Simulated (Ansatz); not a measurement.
# Loss of H2: GaH(CH3)2(NH3) → Ga(CH3)2(NH2) + H2

Species: GaH(CH3)2(NH3), singlet; Ga(CH3)2(NH2), singlet; H2 (hydrogen), singlet. 

Shapes, held fixed at every level: PBE0-D4/def2-TZVP. Programs: Ansatz 0.2.0. The zero-point and thermal change to 298 K, harmonic and unscaled (PBE0-D4/def2-TZVP), is -19.0 kJ/mol.

| level | kind | ΔH(298 K) (kJ/mol) | less CCSD(T)/def2-TZVPP |
| --- | --- | --- | --- |
| PBE-D4/def2-TZVPP | GGA | +31.7 | -3.8 |
| B3LYP-D4/def2-TZVPP | global hybrid | +28.9 | -6.6 |
| BHLYP-D4/def2-TZVPP | global hybrid | +37.9 | +2.4 |
| r2SCAN0-D4/def2-TZVPP | global hybrid | +40.2 | +4.7 |
| wB97M-V/def2-TZVPP | range-separated hybrid | +35.4 | -0.1 |
| B2PLYP/def2-TZVPP | double hybrid | +25.5 | -10.0 |
| MP2/def2-SVP | perturbation theory | +44.1 | +8.6 |
| CCSD(T)/def2-TZVPP | coupled cluster or CI | +35.5 | 0.0 |

The highest level, CCSD(T)/def2-TZVPP, gives ΔH(298 K) = +35.5 kJ/mol; the levels span +25.5 to +44.1. The column of differences is taken from that level and isn't an error. No measured value is set beside it here. Relativity is left out for Ga. Outer-core shells of Ga are correlated in most correlated rows, in sets that cover them unevenly.

Loss of H2 from the ammonia adduct is endothermic at every level, so the sign of the enthalpy change is secure across these methods, though its size is less so. The reaction pairs a hydridic hydrogen on gallium with a protic one on nitrogen. The strong H–H bond and the change from a dative to a covalent Ga–N bond, probably helped by slight donation of the nitrogen lone pair into the empty gallium 4p orbital, don't fully repay the Ga–H and N–H bonds given up. The vibrational and thermal term favours the products, largely because stiff stretching and bending modes are lost. MP2 gives the most endothermic value, but its smaller basis means that this can't be assigned to the correlation treatment alone.

Release of a gas raises the entropy, so a positive enthalpy doesn't by itself rule out spontaneous elimination. The product here is also a monomer with three-coordinate gallium, whereas such amides usually associate through Ga–N bridges; that exothermic step would make overall elimination more favourable than this reaction suggests.
